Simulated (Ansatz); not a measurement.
## Abstraction of H: GeH2(CH3)(SH) + B(CH3)2 → GeH(CH3)(SH) + BH(CH3)2

Species: GeH2(CH3)(SH), singlet; B(CH3)2, doublet; GeH(CH3)(SH), doublet; BH(CH3)2, singlet. A radical takes H: the energy is the difference in strength between the Ge–H bond broken and the B–H bond made.

Shapes, held fixed at every level: PBE0-D4/def2-TZVP. Flexible molecules stand in one conformer, not always the lowest. Programs: Ansatz 0.2.0. The zero-point and thermal change to 298 K, harmonic and unscaled (PBE0-D4/def2-TZVP), is +4.8 kJ/mol.

| level | kind | ΔH(298 K) (kJ/mol) | less CCSD(T)/def2-TZVPP |
| --- | --- | --- | --- |
| HF/def2-TZVPP | Hartree–Fock | -71.7 | +10.9 |
| r2SCAN0-D4/def2-TZVPP | global hybrid | -79.7 | +2.9 |
| B2PLYP/def2-TZVPP | double hybrid | -88.9 | -6.3 |
| MP2/def2-TZVPP | perturbation theory | -82.5 | +0.1 |
| CCSD(T)/def2-SVP | coupled cluster or CI | -82.5 | +0.1 |
| CCSD/def2-SVP | coupled cluster or CI | -81.2 | +1.4 |
| CCSD(T)/def2-TZVPP | coupled cluster or CI | -82.6 | 0.0 |

The highest level, CCSD(T)/def2-TZVPP, gives ΔH(298 K) = -82.6 kJ/mol; the levels span -88.9 to -71.7. The column of differences is taken from that level and isn't an error. No measured value is set beside it here. Open shells run unrestricted unless RO is named. Relativity is left out for Ge unless named. Correlated rows may include outer-core shells of Ge, which these sets cover unevenly.

Hydrogen transfer from germanium to boron is clearly exothermic at every level, so the B–H bond formed is stronger than the Ge–H bond broken. The main reason is orbital size: boron's compact 2s and 2p orbitals overlap well with hydrogen 1s, whereas germanium's more diffuse 4s and 4p orbitals bind it less strongly. Sulfur lone-pair donation probably stabilises the germyl radical a little further. The positive thermal correction fits the stiffer B–H stretch, whose larger zero-point energy offsets a small part of the gain.

Hartree–Fock already recovers most of the exothermicity, as expected when one two-electron bond replaces another, but its shortfall of 10.9 kJ/mol shows that correlation favours the products. Within coupled cluster, neither the triples nor the larger basis changes the picture, while MP2's near-coincidence with CCSD(T) may owe something to cancellation. The value applies to monomeric dimethylborane and leaves out the further stabilisation from the hydrogen-bridged dimerisation typical of dialkylboranes.
